## Limits and scaling of the dephasing curve for a saturated quadrupolar partner

### The curve and its conventions

An observed spin $I=1/2$ ($^{31}$P) is coupled to a spin $S$ with $M=2S+1$ levels ($^{93}$Nb, $S=9/2$, $M=10$). In high field the secular coupling is $H/\hbar=2d(t)I_zS_z$, with

$$d(t)=-2\pi D\,P_2(\cos\theta(t)),\qquad D=\frac{\mu_0}{4\pi}\,\frac{h\,\bar\gamma_I\bar\gamma_S}{r^3},$$

where $\bar\gamma=\gamma/2\pi$, $D$ is in Hz and $\theta$ is the angle between the internuclear vector and the field. Let $\beta$ be the angle of that vector to the rotor axis and $\varphi=\gamma_0+\omega_rt$ its azimuth, with $\omega_r=2\pi\nu_r=2\pi/\tau_r$. At the magic angle

$$P_2(\cos\theta)=\tfrac12\sin^2\beta\cos2\varphi+\tfrac1{\sqrt2}\sin2\beta\cos\varphi .$$

With the partner in level $m$, spin $I$ precesses at $2m\,d(t)$. Ideal $\pi$ pulses on $I$ every half rotor period reverse the sign of this term. The $\cos2\varphi$ part integrates to zero over each half period, and the $\cos\varphi$ part leaves the phase $2m\phi_1$ per period, with $\phi_1=2\sqrt2\,D\tau_r\,u$ and $u=\sin2\beta\sin\gamma_0$. The sequence has $N$ recoupling periods in all, and the pulse pattern of the second $N/2$ is arranged so that the sign is opposite. If the level is $m$ before the midpoint and $m'$ after it, the net phase is $kN\phi_1$ with $k=m-m'$. The reference signal $S_0$ has no pulse on the partner, so $k=0$. For a given $k$ the powder average of $\cos(kN\phi_1)$ is $R(k\lambda)$, with $\lambda=DN\tau_r$ and

$$R(x)=\tfrac12\int_0^\pi J_0(2\sqrt2\,x\sin2\beta)\sin\beta\,d\beta=\frac{\sqrt2\pi}{4}J_{1/4}(\sqrt2x)J_{-1/4}(\sqrt2x).$$

Saturation means that $m'$ is uniform and independent of $m$. Of the $M^2$ pairs $(m,m')$, $M-|k|$ have difference $k$, so

$$\frac{S}{S_0}=\frac{1}{M^2}\Big[M+2\sum_{k=1}^{M-1}(M-k)R(k\lambda)\Big].\tag{1}$$

In the ratio $S/S_0$ the letter $S$ is the signal. The dephasing is $\Delta=1-S/S_0$. Since $R\to0$ at large argument, $\Delta\to 2S/(2S+1)$, which is 0.9 for $^{93}$Nb. The quadrupole coupling $C_Q$ is absent from (1) because the saturation assumption has removed it. Other recoupling schemes give the argument of $R$ a different numerical factor.

### Dimensionless groups and model inputs

Nine quantities have the dimension of a time or a frequency: $D$, $N\tau_r$, $\nu_r$, the length $\tau_p$ and nutation frequency $\nu_1$ of the partner pulse, $\nu_Q=3C_Q/[2S(2S-1)]$, the partner Larmor frequency $\nu_0$, its relaxation time $T_1$, and $k_BT/h$. They form eight independent groups:

$$\lambda,\quad N,\quad n_p=\frac{\tau_p}{\tau_r},\quad \alpha=\frac{\nu_1^2}{\nu_Q\nu_r},\quad\frac{\nu_1}{\nu_Q},\quad\frac{\nu_Q}{\nu_0},\quad\frac{N\tau_r}{T_1},\quad\frac{h\nu_0}{k_BT}.$$

Equation (1) is universal in the sense that only $\lambda$ and the integer $M$ survive. Each of the other seven groups has a range in which it drops out.

The model inputs are approximate or typical values: $\bar\gamma_I=17.25$ MHz/T, $\bar\gamma_S=10.45$ MHz/T, a P–O–Nb distance $r=3.4$ Å and an axially symmetric $C_Q=20$ MHz. The chosen conditions are $B_0=11.7$ T, $\nu_r=20$ kHz ($\tau_r=50\ \mu$s), $\nu_1=50$ kHz, $n_p=10$ and $T=300$ K. They give $D=304$ Hz, $\nu_0=122.3$ MHz, $\nu_Q=C_Q/24=0.833$ MHz and $D\tau_r=0.0152$. As energies, $k_BT=25.9$ meV, $h\nu_0=506$ neV, $h\nu_Q=3.45$ neV, $h\nu_1=0.207$ neV, $h\nu_r=0.083$ neV and $hD=1.26$ peV, the last equal to 14.6 nK in temperature units.

### Small $\lambda$: the quadratic regime

Expanding the cosine with the sphere averages $\langle u^2\rangle=4/15$ and $\langle u^4\rangle=16/105$ gives $R(x)=1-\frac{16}{15}x^2+\frac{128}{315}x^4-\dots$ With $\sigma=S(S+1)$, the moments of the difference of two independent uniform levels are $\langle k^2\rangle=2\sigma/3$ and $\langle k^4\rangle=2\sigma(8\sigma-1)/15$. Hence

$$\Delta=\frac{32}{45}\sigma\lambda^2-\frac{256}{4725}\sigma(8\sigma-1)\lambda^4+\dots$$

For $S=9/2$, $\sigma=24.75$, $\langle k^2\rangle=16.5$, $\langle k^4\rangle=650.1$, and $\Delta=17.6\lambda^2-264.2\lambda^4$. The quartic term reaches a tenth of the quadratic one at $\lambda=0.082$, which is 0.27 ms in the model. The initial curvature scales as $\sigma r^{-6}$, so a relative change of curvature moves the inferred distance by one sixth as much.

### Large $\lambda$: the approach to the floor

The large-argument forms of the Bessel functions give

$$R(x)=\frac{1}{4x}\Big[\frac1{\sqrt2}+\sin2\sqrt2x-\frac{3\sqrt2}{32x}\cos2\sqrt2x+O(x^{-2})\Big].$$

Both leading terms come from stationary points of $u$ on the sphere. Put $a=2\sqrt2x$. At the two saddles ($\beta=\pi/2$, $\gamma_0=0,\pi$), $u\simeq\mp2\,\delta\beta\,\delta\gamma_0$, and each contributes $1/(4a)$, together $1/(4\sqrt2x)$. The four extrema with $|u|=1$ contribute $\sin a/(\sqrt2a)=\sin a/(4x)$. Inserting the leading terms in (1),

$$\frac{S}{S_0}\simeq\frac1M+\frac{A+F(2\sqrt2\lambda)}{2M\lambda},\quad A=\sum_{k=1}^{M-1}\frac{1-k/M}{\sqrt2\,k},\quad F(\vartheta)=\sum_{k=1}^{M-1}\Big(1-\frac kM\Big)\frac{\sin k\vartheta}{k}.\tag{2}$$

This needs even the $k=1$ term to be asymptotic, so $\lambda\gtrsim1$. For $M=10$, $A=1.364$ and the smooth tail is $0.0682/\lambda$. The approach to the floor $1/M$ is a slow power law. The tail falls to a tenth of the floor only at $\lambda=6.8$, which is 22 ms in the model.

$F$ is the Fejér mean of the sawtooth $(\pi-\vartheta)/2$, odd and of period $2\pi$, that is of period $\pi/\sqrt2=2.22$ in $\lambda$ (7.3 ms). Its derivative is $\frac12[\sin^2(M\vartheta/2)/(M\sin^2(\vartheta/2))-1]$, which vanishes at $\vartheta=0.465$, where $F=1.165$. Because this is below $A$, the form (2) never dips under the floor for $M=10$. For $M=2$ it does, since $A=1/(2\sqrt2)$ is smaller than the amplitude $1/2$ of $F$. The sawtooth edge produces a partial revival. The signal is 0.105 at $\lambda=2$, and (2) gives 0.153 at $\lambda=2.39$.

### Large spin: an intermediate logarithmic regime

Between $\lambda\sim1/M$ and $\lambda\sim1$ the high-$k$ terms are asymptotic while the low-$k$ terms are not. Put $w=M\lambda$ and $s=k/M$. The Euler–Maclaurin formula, with the kinks of $1-|s|$ at $s=0$ and $s=\pm1$, gives

$$\frac{S}{S_0}=G(w)+\frac{1-R(w)}{6M^2}+\dots,\qquad G(w)=2\int_0^1(1-s)R(ws)\,ds .$$

All large spins share the curve $G(M\lambda)$. The discreteness term has the scale $1/(6M^2)=0.0017$ for $M=10$. For large $w$ one needs $\int_0^wR\,dx$ and $\int_0^wxR\,dx$. The Mellin transform

$$\int_0^\infty J_{1/4}(z)J_{-1/4}(z)z^{-p}dz=\frac{\Gamma(p)\,\Gamma(\frac{1-p}2)}{2^p\,\Gamma(\frac14+\frac p2)\Gamma(\frac{1+p}2)\Gamma(\frac34+\frac p2)}$$

behaves as $(1/p+\gamma_E+4\ln2)/(\sqrt2\pi)$ near $p=0$, with $\gamma_E$ Euler's constant, and its continuation equals $1/(4\sqrt2\pi)$ at $p=-1$. These fix the smooth parts $\int_0^wR\,dx\simeq[\ln w+\gamma_E+\frac92\ln2]/(4\sqrt2)$ and $\int_0^wxR\,dx\simeq w/(4\sqrt2)+1/32$. The oscillating parts cancel at order $w^{-2}$ because the weight $1-s$ vanishes at $s=1$. Therefore

$$G(w)=\frac{\ln w+c}{2\sqrt2\,w}-\frac1{16w^2}+O(w^{-3}),\qquad c=\gamma_E+\tfrac92\ln2-1=2.696.\tag{3}$$

The first term of (3) meets the floor where $\ln(M\lambda)+c=2\sqrt2\lambda$, at $\lambda=2.0$ for $M=10$. This crossover grows only logarithmically with $M$, while the end of the quadratic regime moves down as $1/M$. The logarithmic window therefore widens with the spin.

| $\lambda$ | $N\tau_r$ (ms) | $S/S_0$, eq. (1) | through $\lambda^4$ | first term of (3) | eq. (2) |
|---|---|---|---|---|---|
| 0.05 | 0.16 | 0.958 | 0.958 | | |
| 0.1 | 0.33 | 0.848 | 0.850 | 0.953 | |
| 0.2 | 0.66 | 0.590 | 0.719 | 0.599 | 0.726 |
| 0.5 | 1.6 | 0.303 | | 0.304 | 0.316 |
| 1 | 3.3 | 0.178 | | 0.177 | 0.176 |
| 2 | 6.6 | 0.105 | | 0.101 | 0.106 |

At $\lambda=0.2$ the small-$\lambda$ and large-$\lambda$ forms both lie well above (1), and the logarithmic form bridges the gap. Half of the limiting dephasing, $\Delta=0.45$, is reached at $\lambda=0.22$, or 0.72 ms, between 14 and 16 rotor periods.

### The pulse: $\alpha$, $\nu_1/\nu_Q$ and $n_p$

Let $P_{m'm}$ be the probability of going from $m$ to $m'$. Unitary evolution makes it doubly stochastic, so $m'$ is uniform whenever $m$ is. If $P$ is uncorrelated with the dipolar orientation,

$$\Delta\simeq\frac{32}{45}\sigma(1-\rho)\lambda^2,\quad\rho=\frac{\langle mm'\rangle}{\langle m^2\rangle},\qquad\Delta_\infty=1-\frac1M\sum_mP_{mm}.$$

The curvature tests only the survival $\rho$ of $\langle S_z\rangle$, while the plateau tests the diagonal of $P$. A residue $\rho=0.1$ lengthens the apparent distance by the factor $0.9^{-1/6}$, or 1.8 %.

*Hard pulse, $\nu_1\gg\nu_Q$.* A rotation by $\chi$ has $\rho=\cos\chi$ and $\sum_mP_{mm}=\sum_{L=0}^{2S}P_L(\cos\chi)$, with $P_L$ the Legendre polynomials. A $\pi/2$ pulse has the same curvature as saturation, but the sum is 0.836 for $S=9/2$ and the plateau is 0.916. The model is far from this limit, with $\nu_1/\nu_Q=0.06$.

*Central transition only.* If just $m=\pm1/2$ are mixed, two levels in ten take part and half of those change. Then $\Delta_\infty=\langle k^2\rangle=0.1$, a curvature 165 times smaller than for full saturation.

*Sudden passages, $\alpha\ll1$.* The first-order quadrupolar offset of the transition $m\leftrightarrow m-1$ is $(m-\frac12)\nu_QP_2(\cos\theta_Q(t))$, with $\theta_Q$ the angle of the field-gradient axis to the field. This offset has the same rotor dependence as $d(t)$ and passes through zero two or four times per period. Write the sweep rate as $|dP_2/dt|=g\omega_r$, with $g$ of order one ($g=1$ for an axis perpendicular to the rotor). The rf matrix element is $W/2$ with $W=2\pi\nu_1[\sigma-m(m-1)]^{1/2}$. First-order perturbation theory for an angular offset swept linearly at the rate $\kappa$ gives the transition probability $\pi W^2/2\kappa$, so

$$q_m=\frac{\pi}{2g}\,\frac{\sigma-m(m-1)}{|m-\frac12|}\,\alpha .$$

With $g=1$ this is $37.7\alpha$ for the innermost satellites and $3.53\alpha$ for the outermost. One passage adds $(2/M)\sum q_m=26.4\alpha$ to $\langle k^2\rangle$, the sum running over the eight satellites. If phase modulation makes successive passages add incoherently, the dephasing is proportional to $n_p\alpha=\nu_1^2\tau_p/\nu_Q$. It then falls as $1/C_Q$ and, at fixed $\tau_p$, does not depend on the spinning rate. Extrapolating to the saturated value 16.5 places the crossover at $n_{\rm pass}\alpha\approx0.62$.

The model has $\alpha=0.15$, so the extrapolation asks for 4.2 passages, against the 20 to 40 of a ten-period pulse. The linear law itself needs $\alpha\ll0.027$, and here it would give $q=5.7$ for the inner satellites, so it sets a scale and does not prove saturation. With twenty passages the crossover is at $\alpha=0.031$, or $C_Q\approx96$ MHz at the same $\nu_1$ and $\nu_r$, a figure good to perhaps a factor of two. Independence of $C_Q$ is a property of couplings well below that scale.

*Adiabatic passages, $\alpha\gg1$ with $\nu_1\ll\nu_Q$.* The first-order quadrupole term and an unmodulated on-resonance field are both unchanged by $m\to-m$. Away from the crossings the eigenstates are therefore $(|m\rangle\pm|{-m}\rangle)/\sqrt2$, and a Zeeman level is an equal superposition of two of them. Each is followed adiabatically, and since the number of zero crossings in a full rotor period is even, a pulse of whole periods returns $|m|$. The sign of $m$ depends on the relative phase of the two components. They are split by about $\nu_1$ during a crossing, which lasts about $\nu_1/(\nu_Q\nu_r)$, so each crossing adds a phase of order $\alpha$. The outermost levels map onto $(|\frac12\rangle\pm|{-\frac12}\rangle)/\sqrt2$ while the quadrupolar offset has the opposite sign, and these are split by $(S+\frac12)\nu_1=5\nu_1$, with $\nu_1/\nu_r=\alpha\nu_Q/\nu_1\gg1$. The phase is large and varies with orientation, so in the powder $m'=\pm m$ with about equal weight. Then $\rho\approx0$ and $\langle k^2\rangle\approx2\langle m^2\rangle=16.5$, the curvature of saturation, but $\sum_mP_{mm}\approx M/2$ and $\Delta_\infty\approx0.5$. A resonance offset $\delta$, not included here, breaks the symmetry and could preserve the sign only for roughly $\alpha\delta/\nu_1\gg1$. A stronger field alone does not randomise $|m|$. Phase jumps that break the adiabatic following are what make $P$ approach the uniform matrix.

*Long pulse.* While the partner is irradiated for $n_p$ whole periods without recoupling pulses, the dipolar phase cancels only if $m$ is fixed. In a crude model $m$ is redrawn every half period. Each half period gives a phase $\pm m\phi_1$, so the variance is $2n_p(\sigma/3)\phi_1^2$, to be compared with $(2\sigma/3)N^2\phi_1^2$ from the recoupling. The relative addition to $\Delta$ is $n_p/N^2$. For $n_p=10$ it is 0.28 at $N=6$ and 0.051 at $N=14$, and it rivals the effect itself for $N\lesssim\sqrt{n_p}$. The pulse must be long enough for $n_p\alpha$ to be large and short enough for $n_p/N^2$ to be small, and the earliest points of the curve suffer most.

### Relaxation, field and temperature

Suppose $m(t)$ has the autocorrelation $\langle m^2\rangle e^{-|t|/T_1}$ with $T_1\gg\tau_r$. The phase variances of $S$ and $S_0$ differ only by the correlation between the two halves, which the pulse destroys in $S$. For halves of length $t_h=N\tau_r/2$ this correlation is proportional to $[T_1(1-e^{-t_h/T_1})]^2$ in place of $t_h^2$. The quadratic term is multiplied by $[(1-e^{-y})/y]^2$ with $y=N\tau_r/2T_1$. For small $y$ the factor is $1-y$, and keeping the loss under 5 % at 0.72 ms needs $T_1>7.2$ ms. For large $y$ it is $y^{-2}$, the growth as $N^2$ is cancelled, and the contrast stops rising because the partner randomises itself in the reference experiment too.

The quadrupole coupling tilts the quantisation axis of the partner by an amount set by $\nu_Q/\nu_0=0.0068$. The added dipolar shift goes as $3m^2-\sigma$, and relative to the main term at $m=S$ its scale is $(2S-1)\nu_Q/\nu_0=0.055$, up to an angular factor of order one. Being even in $m$, it is uncorrelated with $k$ and adds in quadrature, about 0.003 of the curvature. Its time-independent part, like the isotropic $J$ coupling, is cancelled by the $\pi$ pulses. An axial $J$ anisotropy along the internuclear vector is not cancelled and replaces $D$ by $D-\Delta J/3$. An illustrative $\Delta J=30$ Hz shifts $D$ by 10 Hz and the distance by 1.1 %.

The Boltzmann factor departs from uniformity by $h\nu_0/k_BT=2.0\times10^{-5}$ per level. The first-order term is odd in $m$ and does not alter the cosine average, so the correction is of second order and negligible.

The $^{31}$P–$^{31}$P coupling for a typical separation of 4.1 Å is 286 Hz, as large as $D$. Spinning averages it to a residue of order $D_{PP}^2/\nu_r=4$ Hz. Finite $\pi$ pulses bring back a part, which damps $S$ and $S_0$ alike at lowest order and limits the usable time.

### Number of neighbours

$^{93}$Nb is the only naturally occurring isotope, and in a framework of the NbOPO$_4$ type each PO$_4$ group typically shares its four corners with NbO$_6$ octahedra. The isolated pair is then the wrong limit. For independent partners the phase is $\Phi=2\sqrt2\sum_jk_j\lambda_ju_j$, and since $\langle k_ik_j\rangle=0$ for $i\ne j$ the quadratic terms add whatever the geometry:

$$\Delta\simeq\frac{32}{45}\sigma\sum_j\lambda_j^2 .$$

Four partners at 3.4 Å give $70.4\lambda^2$. Read as one pair, this implies $D=608$ Hz and $r=4^{-1/6}\times3.4$ Å $=2.70$ Å.

The quartic term depends on the angle $\chi_{ij}$ between the vectors through $\langle u_i^2u_j^2\rangle$. Splitting $u^2$ into parts of rank 0, 2 and 4 gives $[784+320P_2(\cos\chi_{ij})+576P_4(\cos\chi_{ij})]/11025$, which is 0.0621 for the tetrahedral angle, $\cos\chi_{ij}=-1/3$. For an idealised regular tetrahedron the term $\langle\Phi^4\rangle/24$ has the coefficient $\frac83[4\langle k^4\rangle\langle u^4\rangle+36\langle k^2\rangle^2\langle u_i^2u_j^2\rangle]$, so $\Delta=70.4\lambda^2-2679\lambda^4$. The quartic term reaches a tenth of the quadratic one at $\lambda=0.051$ (0.17 ms). At $N=4$, $\lambda=0.061$ and the two terms are 0.26 and $-0.04$. The quadratic window holds only a few rotor periods, where the term $n_p/N^2$ is largest, so a short pulse or a simulation of the pulse interval is needed there.

At long times only the sets $\{k_j\}$ whose phase vanishes for every orientation survive. For $n$ partners in general position this needs all $k_j=0$, and the floor is $M^{-n}$, or $10^{-4}$ for four. For the regular tetrahedron the unit vectors obey $\sum_j\hat n_j\hat n_j^{\mathsf T}=\frac43\mathbf 1$, so $\sum_ju_j=0$ and any common value of $k$ survives. The floor is $\sum_k[(10-|k|)/100]^4=4.07\times10^{-4}$.

More distant niobium can be estimated as a continuum of approximate density $n_{\rm Nb}=0.012$ Å$^{-3}$ outside the radius $R_c=4.30$ Å that holds four atoms. Then $\sum r^{-6}=4\pi n_{\rm Nb}/3R_c^3=4/R_c^6$, which is $(r/R_c)^6=0.24$ of the first shell. Ignoring it shortens the fitted distance by 3.6 %. Each further shell also lowers the floor, so in the extended solid $\Delta$ tends to one.

The plateau 0.9 and the half-time 0.72 ms are therefore numbers of the isolated-pair model, relevant to a phosphorus site with one niobium neighbour in a matrix dilute in niobium. For the four-connected framework the model's initial curvature is 5.0 times that of the pair, four from the first shell and the rest from the continuum estimate, and the robust observable is $\sum_jr_j^{-6}$ taken from the early rise.